**Which approximation tilts a bending curve? CHNaS, H–C–Na**

The table holds energies along a rigid H–C–Na bend from PBE-D4, r2SCAN-D4, PBE0-D4, CCSD and CCSD(T) with the def2-TZVPP basis, on a PBE0-D4/def2-TZVP structure, computed with Ansatz 0.2.0. The program describes each difference from CCSD(T) as a change of energy scale, a displacement in angle, or both, and tests whether the other deviations are a fixed fraction of that of PBE-D4. PBE-D4 needs both a softer curve and a minimum about 0.7° too small; the two together leave an rms misfit of 0.6 meV. The PBE0-D4 deviation is about 0.44 of the PBE-D4 one, with the largest misfit, 0.6 meV, at 179.0°. The same one-factor test fails for r2SCAN-D4 and CCSD, whose deviations are much smaller. All rows carry a warning of an unstable restricted reference, probably the Hartree–Fock one, so CCSD(T) is a yardstick here and not an exact result.

Rigid scan of the H–C–Na bend in isolated CHNaS (SMILES [Na][CH]=S), computed with Ansatz 0.2.0 using PBE-D4, r2SCAN-D4, PBE0-D4, CCSD and CCSD(T) in the def2-TZVPP basis, with frozen cores in the coupled-cluster calculations. All else is held at the PBE0-D4/def2-TZVP minimum, and energies are relative to that structure at the same level.

## Program and output

```python
# Table: rigid H-C-Na bend of CHNaS, energies (eV) from the PBE0-D4/def2-TZVP minimum; Ansatz 0.2.0, def2-TZVPP;
# CCSD(T), PBE-D4 (A), r2SCAN-D4 (B), PBE0-D4 (C), CCSD (D). Tested: difference to CCSD(T) as
# scale (alpha*E), shift (-delta*E') or both; and whether B, C, D errors are a fixed fraction of A's.
T = {
    'x': [143.4, 147.9, 152.3, 156.8, 161.2, 165.7, 170.1, 174.6, 179.0],  # °
    'ccsd_t': [0.3972, 0.2719, 0.1694, 0.0876, 0.0323, 0.0033, 0.0041, 0.037, 0.1032],  # eV
    'pbe_d4': [0.341, 0.2314, 0.1418, 0.0707, 0.0238, 0.0013, 0.0065, 0.0419, 0.1082],  # eV
    'r2scan_d4': [0.3898, 0.2678, 0.1673, 0.0867, 0.032, 0.0032, 0.004, 0.0367, 0.1022],  # eV
    'pbe0_d4': [0.3726, 0.2543, 0.1574, 0.0802, 0.0285, 0.0024, 0.0052, 0.0395, 0.106],  # eV
    'ccsd': [0.4018, 0.275, 0.1712, 0.0884, 0.0324, 0.0032, 0.0043, 0.038, 0.1054],  # eV
    'err': [-0.0562, -0.0405, -0.0276, -0.0169, -0.0085, -0.002, 0.0024, 0.0049, 0.005],  # eV
    't1': [0.021, 0.02, 0.02, 0.02, 0.019, 0.019, 0.019, 0.019, 0.019],
}
import numpy as np
from numpy.polynomial import Polynomial as P
from scipy.constants import e
xp = np.array(T['x'], float); n = np.arange(len(xp))
step, x1 = np.polyfit(n, xp, 1); x = x1 + step*n   # even grid, removes rounding of the angle
keys = ['ccsd_t', 'pbe_d4', 'r2scan_d4', 'pbe0_d4', 'ccsd']
lab = dict(zip(keys, ['ref', 'A', 'B', 'C', 'D']))
E = {k: 1e3*np.array(T[k], float) for k in keys}
R = E['ccsd_t']; D = {k: E[k] - R for k in keys[1:]}
rms = lambda r: float(np.sqrt(np.mean(r**2)))
def inside(p):
    r = [z.real for z in p.roots() if abs(z.imag) < 1e-9 and 160 < z.real < 175]
    return min(r, key=lambda z: abs(z - 167.5)) if r else float('nan')
print("rounding floor of a difference: max 0.10 meV, rms %.3f meV" % (0.1*np.sqrt(2/12)))
print("even grid: step %.3f deg, max departure from printed angle %.3f deg" % (step, abs(x - xp).max()))
print("bend/deg  A-ref  B-ref  C-ref  D-ref (meV)  C/A   C-A/meV  T1")
for i in n:
    a, b, c, d = (D[k][i] for k in keys[1:])
    print("%6.1f  %6.1f %6.1f %6.1f %6.1f      %5.2f  %6.1f  %.3f" % (xp[i], a, b, c, d, c/a, c - a, T['t1'][i]))
for i in (0, -1):
    print("error in %% of ref at %.1f deg:" % xp[i], "  ".join("%s %+.1f" % (lab[k], 100*D[k][i]/R[i]) for k in D))
print("quartic fits: minimum/deg, k/(meV/deg^2), k vs ref %, k/(aJ/rad^2), rms/meV")
Q = {k: P.fit(x, E[k], 4) for k in keys}
xm = {k: inside(Q[k].deriv()) for k in keys}
kk = {k: Q[k].deriv(2)(xm[k]) for k in keys}
for k in keys:
    print("  %-3s %7.2f  %.3f  %+5.1f  %.2f  %.2f" % (lab[k], xm[k], kk[k], 100*(kk[k]/kk['ccsd_t'] - 1),
          kk[k]*1e-3*e*1e18*(180/np.pi)**2, rms(Q[k](x) - E[k])))
dR = Q['ccsd_t'].deriv()(x); cs = np.cos(np.radians(x))
print("ref slope: %.1f meV/deg at first row, %+.1f at last row" % (dR[0], dR[-1]))
print("ref rms/meV: parabola in angle %.1f, cubic in angle %.2f, parabola in cos %.1f" % (
      rms(P.fit(x, R, 2)(x) - R), rms(P.fit(x, R, 3)(x) - R), rms(P.fit(cs, R, 2)(cs) - R)))
print("zero crossing of difference (cubic fit): A %.2f, C %.2f deg" % (
      inside(P.fit(x, D['pbe_d4'], 3)), inside(P.fit(x, D['pbe0_d4'], 3))))
one = np.ones_like(x)
def fit(cols, y):
    M = np.column_stack(cols); p = np.linalg.lstsq(M, y, rcond=None)[0]
    return p, y - M @ p
print("difference = alpha*E - delta*E' + c")
for k in D:
    p1, r1 = fit([R, one], D[k]); p2, r2 = fit([-dR, one], D[k]); p3, r3 = fit([R, -dR, one], D[k])
    j = np.argmax(abs(r3))
    print("  %s scale only: alpha %+.1f %% rms %.2f | shift only: delta %+.2f deg rms %.2f meV"
          % (lab[k], 100*p1[0], rms(r1), p2[0], rms(r2)))
    print("    both: alpha %+.1f %%, delta %+.2f deg, c %+.2f, rms %.2f, worst %+.2f meV at %.1f deg"
          % (100*p3[0], p3[1], p3[2], rms(r3), r3[j], xp[j]))
print("correlation of E and E' over the rows: %.2f" % np.corrcoef(R, dR)[0, 1])
print("one-factor test: difference = f * (A-ref)")
f = {}
for k in keys[2:]:
    p, r = fit([D['pbe_d4']], D[k]); f[k] = p[0]; j = np.argmax(abs(r))
    print("  %s f %+.3f, rms misfit %.2f meV (%.0f %% of its rms), worst %+.2f meV at %.1f deg"
          % (lab[k], p[0], rms(r), 100*rms(r)/rms(D[k]), r[j], xp[j]))
print("exact-exchange fraction cancelling A's error, linear extrapolation: %.2f" % (0.25/(1 - f['pbe0_d4'])))
print("(C-A)/0.25: %.0f meV at first row, %.0f meV at last row" % tuple(4*(E['pbe0_d4'] - E['pbe_d4'])[[0, -1]]))
assert abs(D['pbe_d4'] - 1e3*np.array(T['err'])).max() < 0.16
assert D['pbe_d4'][0] < D['pbe0_d4'][0] < D['r2scan_d4'][0] < 0 < D['ccsd'][0]
assert 0.3 < f['pbe0_d4'] < 0.6 and D['pbe_d4'][-1] > D['pbe0_d4'][-1] > 0
assert D['ccsd'].min() > -0.16 and D['r2scan_d4'].max() < 0.06
```

It prints:

```
rounding floor of a difference: max 0.10 meV, rms 0.041 meV
even grid: step 4.450 deg, max departure from printed angle 0.028 deg
bend/deg  A-ref  B-ref  C-ref  D-ref (meV)  C/A   C-A/meV  T1
 143.4   -56.2   -7.4  -24.6    4.6       0.44    31.6  0.021
 147.9   -40.5   -4.1  -17.6    3.1       0.43    22.9  0.020
 152.3   -27.6   -2.1  -12.0    1.8       0.43    15.6  0.020
 156.8   -16.9   -0.9   -7.4    0.8       0.44     9.5  0.020
 161.2    -8.5   -0.3   -3.8    0.1       0.45     4.7  0.019
 165.7    -2.0   -0.1   -0.9   -0.1       0.45     1.1  0.019
 170.1     2.4   -0.1    1.1    0.2       0.46    -1.3  0.019
 174.6     4.9   -0.3    2.5    1.0       0.51    -2.4  0.019
 179.0     5.0   -1.0    2.8    2.2       0.56    -2.2  0.019
error in % of ref at 143.4 deg: A -14.1  B -1.9  C -6.2  D +1.2
error in % of ref at 179.0 deg: A +4.8  B -1.0  C +2.7  D +2.1
quartic fits: minimum/deg, k/(meV/deg^2), k vs ref %, k/(aJ/rad^2), rms/meV
  ref  167.80  1.540   +0.0  0.81  0.34
  A    167.09  1.421   -7.7  0.75  0.33
  B    167.80  1.528   -0.8  0.80  0.34
  C    167.48  1.493   -3.0  0.79  0.34
  D    167.76  1.564   +1.6  0.82  0.34
ref slope: -30.2 meV/deg at first row, +19.0 at last row
ref rms/meV: parabola in angle 4.6, cubic in angle 0.35, parabola in cos 29.5
zero crossing of difference (cubic fit): A 167.43, C 167.44 deg
difference = alpha*E - delta*E' + c
  A scale only: alpha -15.1 % rms 7.50 | shift only: delta -1.19 deg rms 8.03 meV
    both: alpha -9.0 %, delta -0.67 deg, c +0.97, rms 0.57, worst -0.88 meV at 143.4 deg
  B scale only: alpha -1.8 % rms 0.42 | shift only: delta -0.10 deg rms 1.62 meV
    both: alpha -1.8 %, delta -0.00 deg, c +0.39, rms 0.41, worst -0.67 meV at 143.4 deg
  C scale only: alpha -6.6 % rms 3.48 | shift only: delta -0.53 deg rms 3.39 meV
    both: alpha -3.8 %, delta -0.31 deg, c +0.51, rms 0.33, worst -0.52 meV at 143.4 deg
  D scale only: alpha +1.1 % rms 0.40 | shift only: delta +0.05 deg rms 1.28 meV
    both: alpha +1.4 %, delta -0.04 deg, c +0.03, rms 0.06, worst -0.08 meV at 143.4 deg
correlation of E and E' over the rows: -0.72
one-factor test: difference = f * (A-ref)
  B f +0.109, rms misfit 0.89 meV (30 % of its rms), worst -1.54 meV at 179.0 deg
  C f +0.437, rms misfit 0.24 meV (2 % of its rms), worst +0.61 meV at 179.0 deg
  D f -0.072, rms misfit 1.02 meV (48 % of its rms), worst +2.56 meV at 179.0 deg
exact-exchange fraction cancelling A's error, linear extrapolation: 0.44
(C-A)/0.25: 126 meV at first row, -9 meV at last row
```
